**Student:** The sum rule of Decius and Wilson and of Sverdlov (1951) looks too cheap. Deuterating one bond of methane remixes every mode, so why should $\sum\omega^2$ balance?

**Lecturer:** Because remixing leaves a trace alone. The harmonic $\lambda_i=(2\pi c\omega_i)^2$ are the eigenvalues of $\mathbf{GF}$. In the Born–Oppenheimer approximation $\mathbf F$ and the geometry ignore the masses, and $\mathbf G=\sum_s\mu_s\mathbf H_s$, with $\mu_s=1/m_s$ for site $s$ and $\mathbf H_s$ purely geometric. If $\sum_k n_k\mu_s^{(k)}=0$ at every site, then $\sum_k n_k\,\mathrm{tr}\,\mathbf G^{(k)}\mathbf F=0$. Symmetry coordinates of a group shared by all the oriented molecules block every $\mathbf G^{(k)}$ and $\mathbf F$ alike, so the rule holds in each species.

**Student:** Show me.

**Lecturer:** Keep only the four bond stretches. Then $F_{ii}=f$, $F_{ij}=f'$, $G_{ii}=\mu_i+\mu_C$, and $G_{ij}=-\mu_C/3$, since the tetrahedral angle has cosine $-1/3$. Put $\mu_1=a$ and $\mu_2=\mu_3=\mu_4=b$. This covers CH$_4$, CD$_4$, CH$_3$D and CHD$_3$ in one $C_{3v}$, where the stretches span $2A_1+E$. With $S_1=r_1$, $S_2=(r_2+r_3+r_4)/\sqrt3$,

$$\mathbf G_{A_1}=\begin{pmatrix}a+\mu_C&-\mu_C/\sqrt3\\-\mu_C/\sqrt3&b+\mu_C/3\end{pmatrix},\quad \mathbf F_{A_1}=\begin{pmatrix}f&\sqrt3f'\\ \sqrt3f'&f+2f'\end{pmatrix}.$$

The roots are $\lambda_\pm=T/2\pm\sqrt{T^2/4-\Delta}$, with

$$T=af+b(f+2f')+\tfrac43\mu_C(f-f'),$$
$$\Delta=\left[ab+\mu_C(a/3+b)\right](f+3f')(f-f'),$$

and $\lambda_E=(b+\tfrac43\mu_C)(f-f')$, twice. For $a=b$ the roots are $a(f+3f')$, the $A_1$ mode of $T_d$, and $\lambda_E$, the third member of $F_2$. The square root cancels in $\lambda_++\lambda_-=T$, which is linear in $a$ and $b$. CH$_4$ + CD$_4$ against CH$_3$D + CHD$_3$ puts one H and one D on every ligand site on each side, so $A_1$ and $E$ balance separately.

Take typical values $f=5.40$, $f'=0.03$ aJ Å$^{-2}$ and masses 1.00783, 2.01410 and 12 u. With $\lambda$ in aJ Å$^{-2}$ u$^{-1}$, $\omega=1302.79\sqrt\lambda$ cm$^{-1}$. The model gives:

| | $\omega(A_1)$/cm$^{-1}$ | $\omega(E)$/cm$^{-1}$ | $\sum_{A_1}\omega^2$/10$^6$ cm$^{-2}$ |
|---|---|---|---|
| CH$_4$ | 3041, 3171 | 3171 | 19.302 |
| CD$_4$ | 2151, 2353 | 2353 | 10.164 |
| CH$_3$D | 2297, 3079 | 3171 | 14.758 |
| CHD$_3$ | 2197, 3143 | 2353 | 14.708 |

Both pairs sum to 29.466.

**Student:** The plain $A_1$ wavenumbers balance too. Why square?

**Lecturer:** Unrounded, they give 10716.0 against 10716.7 cm$^{-1}$. That is close because every mode here is nearly pure C–H or pure C–D stretch, but the gap of 0.7 is real. The squares balance identically in $f$, $f'$ and the masses.

**Student:** Then I try 3 CH$_4$ + CD$_4$ against 4 CH$_3$D. The atoms balance and $C_{3v}$ is common, yet $A_1$ gives 68.07 against 59.03. Your rule fails.

**Lecturer:** You counted atoms, not sites. With D always on site 1, that site carries 3 H + D on the left and 4 D on the right. From $T$, the $A_1$ excess in $\lambda$ is $2(\mu_H-\mu_D)(f-f')$, your 9.04. Each $E$ component falls short by half of that, so the total balances. Site balance needs four CH$_3$D molecules with D on a different site in each, and these share only $C_1$. The general statement then promises just the full trace,
$$f\sum_i\mu_i+4\mu_C(f-f'),$$
which is linear in the number of D atoms. Likewise H$_2$O + D$_2$O balances HOD + DOH, in $C_s$, where all three modes are $A'$.

**Student:** And real methane?

**Lecturer:** Bends couple to stretches, so sum over the whole species, $3A_1$ or $3E$ in $C_{3v}$; the trace argument is unchanged. And use harmonic wavenumbers. A typical C–H Morse anharmonicity $\omega_ex_e\approx60$ cm$^{-1}$ lowers a fundamental by 120 cm$^{-1}$, about 4 % of $\omega$. For uncoupled bonds that shift would cancel site by site; for coupled bonds nothing forces it to cancel, so fundamentals obey the rule only approximately.